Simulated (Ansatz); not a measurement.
## Abstraction of Br: C2HBrF2 + C2H3O → C2HF2 + C2H3BrO

Species: C2HBrF2 `F/C=C(\F)Br`, singlet; C2H3O (acetyl radical) `C[C]=O`, doublet; C2HF2 `F/[C]=C\F`, doublet; C2H3BrO (acetyl bromide) `CC(=O)Br`, singlet. A radical takes Br: the energy is the difference in strength between two C–Br bonds in different surroundings.

Shapes, held fixed at every level: PBE0-D4/def2-TZVP. Programs: Ansatz 0.2.0. Electronic energies: no zero-point or thermal term.

| level | kind | ΔE (kJ/mol) | CPU time (sum over the molecules) |
| --- | --- | --- | --- |
| HF/def2-TZVPP | Hartree–Fock | +27.5 | – |
| PBE-D4/def2-TZVPP | GGA | +38.1 | 23 s |
| r2SCAN-D4/def2-TZVPP | meta-GGA | +32.1 | 45 s |
| B3LYP-D4/def2-TZVPP | global hybrid | +43.5 | 36 s |
| wB97M-V/def2-TZVPP | range-separated hybrid | +53.5 | 91 s |
| wB97X-V/def2-TZVPP | range-separated hybrid | +54.5 | 68 s |
| B2PLYP/def2-TZVPP | double hybrid | +48.8 | 49 s |

B2PLYP/def2-TZVPP gives ΔE = +48.8 kJ/mol; the levels span +27.5 to +54.5. The median of the levels is +43.5. No measured value is set beside it here. Spin contamination: C2HF2 (⟨S²⟩ up to 0.94). Open shells run unrestricted unless RO is named. Relativity is left out for Br unless named. Correlated rows may include outer-core shells of Br, which these sets cover unevenly. Times are processor times on shared x86 and Arm servers, and rough.

Every level makes bromine transfer to the acetyl radical uphill, so the C–Br bond in the bromodifluoroethene is stronger than the one in acetyl bromide. The difference probably lies mainly in the radicals left behind. In acetyl, the unpaired electron sits in a σ-type orbital at the carbonyl carbon but is delocalised onto oxygen through interaction with its in-plane lone pair, which weakens the acyl–Br bond. The difluorovinyl radical keeps its electron largely in an in-plane carbon hybrid orbital, where overlap with the C=C π system is forbidden by symmetry and the α-fluorine offers only modest relief.

The direction is therefore well supported, but the size of the preference is not: it roughly doubles from Hartree–Fock to the range-separated hybrids. The share of exact exchange alone cannot order the results, since Hartree–Fock lies below even the GGA, probably because it lacks correlation and overpolarises the vinyl radical. Nothing here shows whether abstraction would compete with addition of acetyl to the double bond, which depends on the barriers.
